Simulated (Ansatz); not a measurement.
Ti: energy above lowest point as volume scale varies

All results are calculated (Ansatz 0.2.0). Free energy against uniform scaling of the volume at fixed shape and fractions; periodic cell, basis, potentials, k mesh and filling as listed.

The cell before it is scaled or strained (space group P6_3/mmc, No. 194):
```
Ti
1.0
      2.9500     0.0000     0.0000
     -1.4750     2.5548     0.0000
      0.0000     0.0000     4.6800
Ti
2
Direct
  0.33333 0.66667 0.25000
  0.66667 0.33333 0.75000
```

Settings of every row: functional PBE; dispersion none; accuracy low; potentials norm-conserving; wave cutoff 1155 eV; density cutoff 3465 eV; k mesh 13x13x7; k shift 0x0x0; occupations fermi dirac; smearing width 0.3 eV; spin none; SCF threshold exponent -7.

Limits: loose SCF threshold; wide smearing.

```csv
row,volume scale,V (Å³/atom),energy above lowest point (meV/atom)
1,0.92,16.225,49.1
2,0.9467,16.696,22.6
3,0.9733,17.165,?
4,1,17.636,0
5,1.0267,18.107,1.5
6,1.0533,18.576,10.3
```

Question: what energy above lowest point should row 3 give?

Worked fit of energy above lowest point. Take u = (V_r/V)^(2/3) − 1 with V_r = 17.636 Å³ an atom, which is twice the finite (Eulerian) strain; such expansions in the strain, on which the Birch-Murnaghan equation of state is built, carry the rest volume and the bulk modulus. The shown rows have u = 0.05717, 0.03719, 0, -0.01742, -0.03403. Least squares give energy above lowest point = 0.01 + 132.1 × u + 12722 × u² meV/atom; a straight line predicts inner rows, each left out in turn, worse (root mean square 12 against 0.1 meV/atom). The rows lie off it by 0.0, 0.1, 0.0, -0.1, 0.1. Its lowest point lies at u = -0.0052, or V = 17.77 Å³ an atom, and the curvature there gives the bulk modulus at fixed shape and fractions, B = (4/9)(1 + u)² E″(u)/V = 101 GPa. Letting shape and atoms relax would as a rule lower it, by much in layered, chain or molecular crystals. The withheld row has u = 0.01821, so the fit gives 0.01 + 132.1 × (0.01821) + 12722 × (0.01821)² = 6.6 meV/atom.

The calculation gave 6.7 meV/atom. The fit lies 0.1 meV/atom (0.2 % of the column's range) below it, one unit of the last digit.
